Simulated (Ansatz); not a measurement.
Ge: pressure and energy change per atom against volume scale

Results calculated with Ansatz 0.2.0, not measured. Plane-wave DFT, scalar-relativistic PAW made under PBE with cores redone for the functional, no dispersion; the given relaxed cell is scaled uniformly, energy at zero smearing counts from the unscaled cell, pressure at the given Fermi-Dirac smearing is positive in compression.

The cell before it is scaled or strained (space group P6_3/mmc, No. 194):
```
Ge
1.0
      3.0351     0.0000     0.0000
     -1.5176     2.6285     0.0000
      0.0000     0.0000     4.7008
Ge
2
Direct
  0.33333 0.66667 0.25000
  0.66667 0.33333 0.75000
```

Settings of every row: spin polarised no; functional r2SCAN; wave cutoff 500 eV; smearing width 0.1 eV; k mesh 13x13x8.

Atom starting moment: 0 on all atoms.

Limits: the cell comes from a prototype or a list of computed structures and needn't be the stable phase.

| row | volume scale | V (Å³/atom) | pressure (GPa) | energy change per atom (meV) |
| --- | --- | --- | --- | --- |
| 1 | 0.88 | 16.501 | 11.43 | 67.82 |
| 2 | 0.92 | 17.251 | ? | ? |
| 3 | 0.96 | 18.001 | 2.96 | 5.83 |
| 4 | 1.04 | 19.501 | -2.33 | 6.13 |
| 5 | 1.08 | 20.251 | -4.22 | 21.82 |
| 6 | 1.12 | 21.001 | -5.75 | 45.21 |

Question: what pressure and energy change per atom should row 2 give?

Worked fit of pressure. Take u = (V_r/V)^(2/3) − 1 with V_r = 19.501 Å³ an atom, which is twice the finite (Eulerian) strain; such expansions in the strain, on which the Birch-Murnaghan equation of state is built, carry the rest volume and the bulk modulus. The shown rows have u = 0.1178, 0.05481, 0, -0.02485, -0.0482. Least squares give pressure = −2.384 + 82.831 × u + 290.79 × u² GPa; a straight line predicts inner rows, each left out in turn, worse (root mean square 0.99 against 0.12 GPa). The rows lie off it by 0.02, -0.07, 0.05, 0.04, -0.05 (root mean square 0.049 GPa). The withheld row has u = 0.08516, so the fit gives −2.384 + 82.831 × (0.08516) + 290.79 × (0.08516)² = 6.78 GPa.

The calculation gave 6.68 GPa. The fit lies 0.10 GPa (1.5 % of the value, 0.58 % of the column's range) above it; its largest miss of a shown row is 0.07 GPa.

Worked fit of energy change per atom. Take u = (V_r/V)^(2/3) − 1 with V_r = 19.501 Å³ an atom, which is twice the finite (Eulerian) strain; such expansions in the strain, on which the Birch-Murnaghan equation of state is built, carry the rest volume and the bulk modulus. The shown rows have u = 0.1178, 0.05481, 0, -0.02485, -0.0482. Least squares give energy change per atom = 5.689 − 434.498 × u + 8153.91 × u² meV; a straight line predicts inner rows, each left out in turn, worse (root mean square 27 against 0.9 meV). The rows lie off it by 0.16, -0.54, 0.44, 0.30, -0.37 (root mean square 0.38 meV). The withheld row has u = 0.08516, so the fit gives 5.689 − 434.498 × (0.08516) + 8153.91 × (0.08516)² = 27.82 meV.

The calculation gave 26.95 meV. The fit lies 0.87 meV (3.2 % of the value, 1.4 % of the column's range) above it; its largest miss of a shown row is 0.54 meV.
